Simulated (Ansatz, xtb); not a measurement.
## CH10AlNSi: which of two isomers lies lower

Structure X is `C[SiH2][NH2+][AlH3-]`, a singlet and structure Y is `[NH3+][AlH2-][CH2][SiH3]`, a singlet. Both are isolated molecules in the gas phase, relaxed with PBE0-D3(BJ)/def2-SVP, each in the lowest conformer that the search found.

X (Å):

```json
{"atom": "C", "x (Å)": "-2.4482", "y (Å)": "2.4817", "z (Å)": "1.3900"}
{"atom": "Al", "x (Å)": "0.2818", "y (Å)": "0.2620", "z (Å)": "0.5101"}
{"atom": "N", "x (Å)": "0.0681", "y (Å)": "2.2005", "z (Å)": "-0.1976"}
{"atom": "Si", "x (Å)": "-0.8356", "y (Å)": "3.2895", "z (Å)": "0.9404"}
{"atom": "H", "x (Å)": "-3.0513", "y (Å)": "2.2729", "z (Å)": "0.4931"}
{"atom": "H", "x (Å)": "-2.2724", "y (Å)": "1.5341", "z (Å)": "1.9202"}
{"atom": "H", "x (Å)": "-3.0289", "y (Å)": "3.1499", "z (Å)": "2.0447"}
{"atom": "H", "x (Å)": "-1.0567", "y (Å)": "4.5867", "z (Å)": "0.2291"}
{"atom": "H", "x (Å)": "0.0868", "y (Å)": "3.5065", "z (Å)": "2.0849"}
{"atom": "H", "x (Å)": "1.0107", "y (Å)": "2.5534", "z (Å)": "-0.3795"}
{"atom": "H", "x (Å)": "-0.3877", "y (Å)": "2.1351", "z (Å)": "-1.1109"}
{"atom": "H", "x (Å)": "-1.0532", "y (Å)": "-0.4039", "z (Å)": "-0.0905"}
{"atom": "H", "x (Å)": "1.6866", "y (Å)": "-0.1415", "z (Å)": "-0.1555"}
{"atom": "H", "x (Å)": "0.2694", "y (Å)": "0.5640", "z (Å)": "2.0929"}
```

Y (Å):

```tsv
atom	x (Å)	y (Å)	z (Å)
C	0.1244	1.8286	-0.4329
Al	-0.7620	3.4672	0.2830
N	-1.9107	2.7672	1.8633
Si	-0.1681	0.2703	0.5305
H	-2.4176	3.5423	2.2929
H	-1.3413	2.3319	2.5920
H	-2.6013	2.0735	1.5698
H	0.1747	4.4774	1.1107
H	-1.9452	4.0918	-0.6073
H	1.2131	2.0119	-0.4713
H	-0.2104	1.6619	-1.4720
H	0.5294	-0.9581	0.0315
H	0.2391	0.4413	1.9706
H	-1.6372	-0.0607	0.5776
```

Quicker runs give these differences E(Y) − E(X): GFN2-xTB +31.0 kcal/mol; HF/STO-3G +10.7 kcal/mol (at GFN2-xTB geometries); r2SCAN-D4/def2-SVP +3.5 kcal/mol (at GFN2-xTB geometries).

**Question.** Estimate E(Y) − E(X) at the level CCSD(T)/def2-SVP + ΔMP2/def2-TZVPP.

**Answer.** Calculated at CCSD(T)/def2-SVP + ΔMP2/def2-TZVPP: E(Y) − E(X) = +5.5 kcal/mol, so structure X lies lower.

The same difference at several levels:

```tsv
level	geometry	E(Y) − E(X) (kcal/mol)	departure from the last row (kcal/mol)	job, with rough time for the two
GFN2-xTB	GFN2-xTB	+31.0	+25.5	optimisation, 0.26 s
HF/STO-3G	GFN2-xTB	+10.7	+5.2	single point, 0.26 s
r2SCAN-D4/def2-SVP	GFN2-xTB	+3.5	−2.0	single point, 2.3 s
PBE0-D3(BJ)/def2-SVP	PBE0-D3(BJ)/def2-SVP	+4.0	−1.5	optimisation, 46 s
HF/def2-SVP	PBE0-D3(BJ)/def2-SVP	+6.8	+1.3	part of the CCSD(T) run
MP2/def2-SVP	PBE0-D3(BJ)/def2-SVP	+4.6	−0.9	part of the CCSD(T) run
CCSD(T)/def2-SVP	PBE0-D3(BJ)/def2-SVP	+4.7	−0.8	single point
CCSD(T)/def2-SVP + ΔMP2/def2-TZVPP	PBE0-D3(BJ)/def2-SVP	+5.5		single point, 25 s
```

As drawn, Y has 1 C–Al, 1 N–H, 1 Si–H in place of 1 N–Si, 1 C–H, 1 Al–H.

None of the levels shown reverses the order. The largest departure from CCSD(T)/def2-SVP + ΔMP2/def2-TZVPP is that of GFN2-xTB, 25.5 kcal/mol. A small imaginary or near-zero mode remains, so no thermal terms are given. The last row adds to CCSD(T) the change of the MP2 difference between the two basis sets, here +0.8 kcal/mol.

The correlated steps freeze 12 core orbitals. Programs: Ansatz 0.2.0, xtb 6.7.1; the last row on 2 threads of Intel(R) Xeon(R) 6975P-C (Granite Rapids) on a shared host.

The methylsilylamine-alane adduct X lies modestly below Y, the ammonia adduct of a silylmethylalane. Both keep a dative N→Al bond of nearly the same length, so the preference probably comes from the exchanged covalent bonds. X gains a polar Si–N bond and a C–H bond that is stronger than the Si–H bond it replaces, while Y recovers much of this through its additional N–H bond. Because the nitrogen lone pair in X is committed to aluminium, it can't also delocalise towards silicon, which probably weakens the Si–N bond and helps keep the gap small.

Correlation favours Y slightly, reducing the Hartree–Fock difference from +6.8 to +4.7 kcal/mol in the same basis, and MP2 already captures nearly all of that shift. The GFN2-xTB outlier isn't mainly a geometry effect, since r2SCAN-D4 gives +3.5 kcal/mol on the same structures; its parametrised description of the Al, Si and N bonding is the likelier source. The energy ordering says nothing about the barrier to interconversion.
